The ring sulfur S7 of this radical carries a positive spin population, 0.006 e, and a negative isotropic hyperfine coupling, $-1.1$ MHz. The magnetic moment of $^{33}$S is positive, like those of $^{1}$H and $^{13}$C, so a negative coupling means an excess of minority spin at the nucleus of an atom that holds, on the whole, majority spin. In the other ten rows the two columns agree in sign. That agreement suggests a simple rule, that the coupling of a nucleus is the spin on its atom times a constant of the element. S7 breaks the rule in sign, and a closer look shows that it fails in size at carbon too.

Hyperfine couplings (13C, 1H, 33S) and Mulliken spin populations of the doublet radical C5H5S2, SMILES [CH2]Sc1cccs1, from PySCF 2.14.0 with density fitting: non-relativistic unrestricted B3LYP/pcH-1, gas phase, GFN2-xTB geometry. Atoms are numbered in SMILES order, hydrogens after the heavy atoms; equivalent atoms are averaged.

| atom | bonded to | spin population (e) | A iso (MHz) | largest dipolar part (MHz) |
| --- | --- | --- | --- | --- |
| C1 | H H S | 0.816 | 97.1 | 131.9 |
| S2 | C C | 0.168 | 7.2 | 44.4 |
| C3 | C S S | -0.052 | -4.9 | 5.9 |
| C4 | C C H | 0.087 | 7.8 | 14.2 |
| C5 | C C H | -0.038 | -6.8 | 2.5 |
| C6 | C H S | 0.081 | 7.6 | 13.3 |
| S7 | C C | 0.006 | -1.1 | 1.5 |
| H8 | C | -0.030 | -45.1 | 32.2 |
| H10 | C | -0.004 | -5.8 | 3.0 |
| H11 | C | 0.001 | 1.9 | 0.9 |
| H12 | C | -0.004 | -5.6 | 3.7 |

All rows belong to one unrestricted B3LYP calculation on one molecule. The state is a doublet with little contamination, $\langle S^2\rangle = 0.758$ against 0.75, though its stability against orbital rotations was not checked. The C1–S2–C3 unit lies within about 4° of the ring plane, and the axis of the smallest $g$ value (2.0021) is about 10° from the ring normal, which marks a π radical. The spin population $\rho$ is the Mulliken excess of majority over minority electrons on an atom. $A_\text{iso}$ is the isotropic part of the hyperfine tensor, and the largest dipolar part, $T$, is the largest component of the traceless remainder.

The pattern of $\rho$ follows from π bonding. The half-filled p orbital of C1 overlaps the lone pair of S2, and the odd electron occupies the antibonding combination, mostly on carbon (0.816) and partly on sulfur (0.168). From S2 the spin enters the diene C3=C4–C5=C6 as it would in a pentadienyl chain: the singly occupied orbital is expected to have amplitude on every second atom, S2, C4 and C6, and near-nodes on C3 and C5. At the nodes, exchange with the odd electron draws majority spin of the paired π electrons toward the spin-rich atoms and leaves minority spin behind, which gives the negative populations of C3 and C5. S7 closes a five-membered ring between C3, which is negative, and C6, which is positive. The alternation can assign it neither sign, and its population is close to zero.

The two parts of the tensor look at different orbitals. With $P = (\mu_0/4\pi)\, g_e\mu_B\, g_N\mu_N/(h a_0^3)$, where $g_N$ is the nuclear $g$ factor, the contact interaction gives

$$A_\text{iso} = \frac{8\pi}{3}\,P\,\rho_s(0),$$

with $\rho_s(0)$ the spin density at the nucleus in atomic units. Of the atom's own functions, only the s functions are non-zero there. The dipolar part averages $(3\cos^2\theta - 1)/r^3$ over the spin density. An s orbital gives zero, and a p orbital has $\langle\cos^2\theta\rangle = 3/5$ about its own axis, so

$$T = \frac{4}{5}\,P\,\langle r^{-3}\rangle\,\rho$$

along the axis and $-T/2$ across it. For a π radical, theory therefore argues that the atom's own spin should fix $T$ directly and should reach $A_\text{iso}$ only by an indirect route. The factor $g_N$ also forbids reading spin from megahertz across elements. With rough recalled values of 1.4 for $^{13}$C and 0.43 for $^{33}$S, the similar couplings of S2 and C4 (7.2 and 7.8 MHz) correspond to $\rho_s(0)$ of 0.021 and 0.007, a factor of three apart.

The first explanation, the tempting one, holds that each coupling is proportional to the atom's own population. For the dipolar column it works well on the three carbons that hold positive π spin. $T/\rho$ is 161.6, 163.2 and 164.2 MHz/e for C1, C4 and C6, a spread of 1.6% of the mean over a tenfold range of spin. The mean of 163 MHz/e implies $\langle r^{-3}\rangle \approx 1.5$ for carbon, and S2 implies about 8 for sulfur. A larger value than carbon's is expected, since the sulfur 3p orbital has an inner lobe close to a nucleus of higher charge, but the 8 also contains any error in how the Mulliken count divides the spin between C1 and S2. The numbers thus show that on these three carbons the population is a good measure of p spin. For the same three atoms $A_\text{iso}/\rho$ spreads by 29% of its mean.

For hydrogen the first explanation appears to work for $A_\text{iso}$ as well, with nothing fitted. A 1s orbital has $|\psi(0)|^2 = 1/\pi$, so a free atom has $A = 8P/3 = 1423$ MHz per electron. The three printed decimals are too coarse to test this on the ring hydrogens (H11 is uncertain by half its value), but the same calculation gives the populations to more digits, and with those the four ratios run from 1376 (H11) to 1628 MHz/e (H10), between 3% below and 14% above the free-atom value. One detail matters here: the row H8 averages the two CH$_2$ hydrogens, which differ in this frozen geometry ($-0.028$ and $-0.033$ e), and their unrounded mean is $-0.031$ where $-0.030$ is printed. The agreement is real but carries little explanation. The population of a hydrogen is almost wholly 1s, so the two columns measure nearly the same thing twice. Neither says why three of the four values are negative in a molecule with one excess majority electron.

The second explanation supplies the sign. It holds that π spin reaches a nucleus by polarising the σ bonds. Consider a C–H bond in the nodal plane of a carbon p orbital that holds majority spin. Exchange lowers the energy of the bond electron whose spin is parallel to the π electron when that electron is near carbon, as in Hund's rule. The majority electron of the pair shifts toward carbon and the minority electron toward hydrogen. To first order the shift is proportional to the π spin on carbon, which is the McConnell relation $A_\text{iso}(\text{H}) = Q\,\rho(\text{C})$ with $Q$ negative. H8, H10, H11 and H12 sit on C1, C4, C5 and C6, and in all four rows the coupling has the opposite sign to the carbon's spin, including the reversal at H11, where a negative carbon gives a positive coupling. The dipolar column also reports on the neighbour, though it does not test the polarisation. An s population yields no $T$ at its own nucleus, yet H8 has 32.2 MHz, which must come almost wholly through space from the spin on C1.

The size can be worked in full. A least-squares line through the origin for the three ring hydrogens has $Q = \sum A\rho / \sum\rho^2$. The numerator is $(-5.8)(0.087) + (1.9)(-0.038) + (-5.6)(0.081) = -1.030$ and the denominator is $0.087^2 + 0.038^2 + 0.081^2 = 0.01557$, so $Q = -66.2$ MHz/e. H8 was kept out of the fit because its carbon is bent. The prediction for it is $-66.2 \times 0.816 = -54.0$ MHz against the computed $-45.1$ MHz. The computed magnitude falls 16% short of the prediction, in a row ten times beyond the fitted range. Among the fitted rows H11 is the worst, with 1.9 MHz computed and 2.5 MHz fitted, where rounding accounts for about 0.1 MHz. So McConnell's relation gets each sign from a property of another atom and the sizes to within a quarter of the predicted value. In megahertz it describes H8 worse than the hydrogen's own population does, which is no contradiction: the polarisation is the cause of that population.

The miss at H11 has a companion in the dipolar column. Pure negative p spin on C5 would give a tensor with 6.2 MHz in magnitude along the axis and $+3.1$ MHz across it. The computed 2.5 MHz is below both, and C3, with 5.9 MHz, lies between its two values of 8.5 and 4.2. Read backwards, H11 implies a π spin on C5 of only $1.9/(-66.2) = -0.029$ where the population is $-0.038$. Both observations fit the idea that part of the negative population at a nodal carbon is σ spin induced by its neighbours and not π spin at all. That is an inference from two small numbers, since a Mulliken population lumps σ and π together, and through-space terms from adjacent atoms also enter $T$.

Carbon is where the two explanations make different predictions. The same exchange argument, applied to a C–C′ bond, says that π spin on C draws majority σ spin toward C and that π spin on C′ draws it away. Since the σ hybrids of C contain 2s, its coupling has two additive terms,

$$A_\text{iso}(\text{C}) = Q_1\,\rho(\text{C}) + Q_2 \sum_{\text{C}'}\rho(\text{C}'),$$

the Karplus–Fraenkel form, with $Q_1$ positive (the net of valence and 1s core polarisation) and $Q_2$ negative. The first explanation is the special case $Q_2 = 0$, and the table excludes that case without any fit. C5 has less negative spin than C3 ($-0.038$ against $-0.052$) and a more negative coupling ($-6.8$ against $-4.9$ MHz), an order that no positive slope can give. $A_\text{iso}/\rho$ lies between 90 and 94 MHz/e for C3, C4 and C6 and is 179 for C5, twice as much, although C4 and C5 are bonded to the same kinds of atom. C5 is the atom that the second explanation singles out, since it sits between the two spin-rich ring carbons, whose populations sum to 0.168.

The numbers are less kind to the two-term formula as a predictor. Least-squares fits through the origin to C3–C6 give a root-mean-square misfit of 1.59 MHz for the single slope (98.9 MHz/e, which misses C5 by 3.0 of its 6.8 MHz) and 0.66 MHz when carbon neighbours are added, with $Q_2$ negative as argued. That is still several times the rounding of about 0.1 MHz, with two constants for four points. When each row is predicted from the other three, the error is 1.82 MHz for one term and 2.03 MHz for two, so the added term buys no predictive power here. Because the spin alternates, own and neighbour spin are strongly anticorrelated (the cosine between the two columns is $-0.76$), and $Q_1 = 74$ and $Q_2 = -21$ MHz/e trade against each other and have no separate meaning. The formula also wants C4, with two negative neighbours, about 1.5 MHz above C6, while the computed values are 7.8 and 7.6 MHz, too close to rank with one small basis and one conformer. Counting sulfur neighbours with the same $Q_2$ makes matters worse (1.39 MHz fitted, 2.90 MHz predicted), because the large spin of S2 would then push C3 far down, and it is not pushed. A C–S bond need not polarise as a C–C bond does, but a third constant can't be drawn from four rows. The table refutes strict proportionality. It is compatible with the neighbour term, whose existence rests on theory and, in this molecule, largely on one row.

The third explanation concerns only the radical centre and adds to the second. C1 is not planar: its three angles sum to 357°, and the C–S bond lies about 18° out of the HCH plane. Bending mixes 2s into the singly occupied orbital, which puts majority spin directly at the carbon nucleus. It also takes the hydrogens out of the nodal plane, so that they gain a direct positive contribution that cancels part of the negative polarisation. Both predicted directions are seen. H8 is 8.9 MHz less negative than McConnell's relation says, and C1, left out of all carbon fits, lies above each of them: by 16 MHz for the single slope, 37 MHz with carbon neighbours and 27 MHz with sulfur counted. One alternative can be dropped: the weak H8 coupling does not arise from a population that overstates the p spin of C1, because $T/\rho$ of C1 matches C4 and C6 to 1.6%.

A hybrid count shows that so small a bend can matter. If three equivalent bond hybrids each tilt by $\theta$ from the plane normal to the fourth orbital, orthogonality makes that orbital $s^m p$ with $m = 2\sin^2\theta/(1 - 3\sin^2\theta)$. The geometry gives $\theta = 5.7°$, hence about 2% s character. A full 2s electron on $^{13}$C would couple at roughly 3.8 GHz (a rough recalled value), more than thirty times the $A_\text{iso}/\rho$ of C1, so 2% of the spin is worth tens of megahertz while it changes $T$ by only 2%. The excesses above correspond to 0.004 to 0.010 e of 2s spin, the same order as the count and smaller than it. This makes bending a sufficient cause in direction and order of magnitude and no more than that. The excess itself changes by a factor of two with the reference model, and a CH$_2$ carbon with two C–H bonds and one C–S bond need not share the constants of a ring CH, so part of both deviations may be a difference of environment. It also follows that 97.1 and $-45.1$ MHz are the values most exposed to the settings: the bend comes from a tight-binding geometry, the s admixture grows as $\theta^2$, and the out-of-plane wag of a radical CH$_2$ is soft, so that vibrational averaging would shift both numbers even about a planar minimum. A deviation from a measured spectrum at these two nuclei would say little about the functional.

The three mechanisms allow a guess at neighbouring series. With the CH$_2$ bound directly to the ring, as in a benzyl-type radical, far more spin would enter the ring with the same alternation; ring proton couplings would grow in proportion to their carbons' spin, the CH$_2$ would be held flatter, and its $Q$ should move toward the ring value. With oxygen in place of S2, the radical centre is generally more pyramidal, so the $^{13}$C coupling per spin should rise and the α-proton coupling weaken further, with $T/\rho$ of carbon nearly unchanged. With selenium, the larger spin–orbit constant would enlarge the $g$ shift, and a non-relativistic contact term would no longer be safe at the heavy nucleus. Twisting the C1–S2–C3 unit out of the ring plane would cut the conjugation and should shrink the π spin on the ring; the opposite planar conformer should keep the alternation, but these numbers hold for the one with C1 on the side of S7. A change of method would act in a different place. A spin-restricted open-shell calculation has no polarisation, so its spin density is nowhere negative and it would give almost no $A_\text{iso}$ in the ring, while a larger share of exact exchange usually strengthens polarisation and deepens the negative entries at C3, C5 and the hydrogens, with little effect on $T$ at C1.

None of this accounts for S7. Proportionality fails outright, with $A_\text{iso}/\rho$ equal to $+43$ MHz/e for S2 and $-172$ for S7 (from the unrounded population, 0.0064). The two-term form fails as well, and for a reason that needs no fit. The ratio of own spin to summed neighbour spin is 0.220 for S2 and 0.224 for S7, so any pair $Q_1$, $Q_2$ of ordinary size that reproduces S2 makes S7 nearly a scaled copy of it, about $+0.3$ MHz ($7.2 \times 0.0064/0.168$), with the wrong sign. The dipolar part behaves better, 235 MHz/e against 264, which is compatible with a little true p spin on S7. The neighbour sum of S7 is a partial cancellation of $-0.052$ and $+0.081$, so unequal polarisation of the two C–S bonds could tip the sign, as could a population that is itself a small difference of π and σ parts; both are guesses. The value $-1.1$ MHz is twenty times its rounding, but the contact density of sulfur is a sum of 1s, 2s and 3s polarisations that tend to cancel, and a small non-relativistic basis at one geometry may not settle so small a remainder. Whether the negative sign at S7 is a property of the thiophene ring or of these settings is the question that the table leaves open, and a split of $\rho_s(0)$ into core and valence parts in a larger basis would be a first step towards an answer.
